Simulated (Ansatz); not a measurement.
## Si: pressure and energy change per atom as volume scale varies

All results are calculated (Ansatz 0.2.0). Plane-wave DFT, scalar-relativistic PAW made under PBE with cores redone for the functional, no dispersion; the given relaxed cell is scaled uniformly, energy at zero smearing counts from the unscaled cell, pressure at the given Fermi-Dirac smearing is positive in compression.

The cell before it is scaled or strained (space group P6_3/mmc, No. 194):
```
cell vectors (Å)
   2.7282     0.0000     0.0000
  -1.3641     2.3627     0.0000
   0.0000     0.0000     5.1403
atoms (fractions of the cell vectors)
Si  0.33333  0.66667  0.25000
Si  0.66667  0.33333  0.75000
```

Settings of every row: spin polarised no; functional BLYP; wave cutoff 420 eV; smearing width 0.1 eV; k mesh 15x15x7.

Atom starting moment: 0 on all atoms.

Limits: the cell comes from a prototype or a list of computed structures and needn't be the stable phase.

```csv
row,volume scale,V (Å³/atom),pressure (GPa),energy change per atom (meV)
1,0.88,14.579,9.11,51.06
2,0.92,15.242,5.46,21.32
3,0.96,15.904,2.5,5.14
4,1.04,17.23,?,?
5,1.08,17.892,-3.46,15.06
6,1.12,18.555,-4.78,32.29
```

Question: what pressure and energy change per atom should row 4 give?

Worked fit of pressure. Take u = (V_r/V)^(2/3) − 1 with V_r = 15.904 Å³ an atom, which is twice the finite (Eulerian) strain; such expansions in the strain, on which the Birch-Murnaghan equation of state is built, carry the rest volume and the bulk modulus. The shown rows have u = 0.05971, 0.02875, 0, -0.07552, -0.09767. Least squares give pressure = 2.506 + 96.73 × u + 228.9 × u² GPa; a straight line predicts inner rows, each left out in turn, worse (root mean square 0.6 against 0.037 GPa). The rows lie off it by 0.01, -0.02, -0.01, 0.03, -0.02. The pressure vanishes at u = -0.0277, or V = 16.59 Å³ an atom, and there the bulk modulus at fixed shape and fractions is B = −V dP/dV = (2/3)(1 + u) dP/du = 54.5 GPa. Letting shape and atoms relax would as a rule lower it, by much in layered, chain or molecular crystals. The withheld row has u = -0.05199, so the fit gives 2.506 + 96.73 × (-0.05199) + 228.9 × (-0.05199)² = -1.90 GPa.

The calculation gave -1.86 GPa. The fit lies 0.04 GPa (2.2 % of the value, 0.29 % of the column's range) below it; its largest miss of a shown row is 0.03 GPa.

Worked fit of energy change per atom. Take u = (V_r/V)^(2/3) − 1 with V_r = 15.904 Å³ an atom, which is twice the finite (Eulerian) strain; such expansions in the strain, on which the Birch-Murnaghan equation of state is built, carry the rest volume and the bulk modulus. The shown rows have u = 0.05971, 0.02875, 0, -0.07552, -0.09767. Least squares give energy change per atom = 5.15 + 371.55 × u + 6651.5 × u² meV; a straight line predicts inner rows, each left out in turn, worse (root mean square 17 against 0.038 meV). The rows lie off it by 0.01, -0.01, -0.01, 0.03, -0.02. Its lowest point lies at u = -0.0279, or V = 16.59 Å³ an atom, and the curvature there gives the bulk modulus at fixed shape and fractions, B = (4/9)(1 + u)² E″(u)/V = 53.9 GPa. Letting shape and atoms relax would as a rule lower it, by much in layered, chain or molecular crystals. The withheld row has u = -0.05199, so the fit gives 5.15 + 371.55 × (-0.05199) + 6651.5 × (-0.05199)² = 3.81 meV.

The calculation gave 3.86 meV. The fit lies 0.05 meV (1.3 % of the value, 0.11 % of the column's range) below it; its largest miss of a shown row is 0.03 meV.
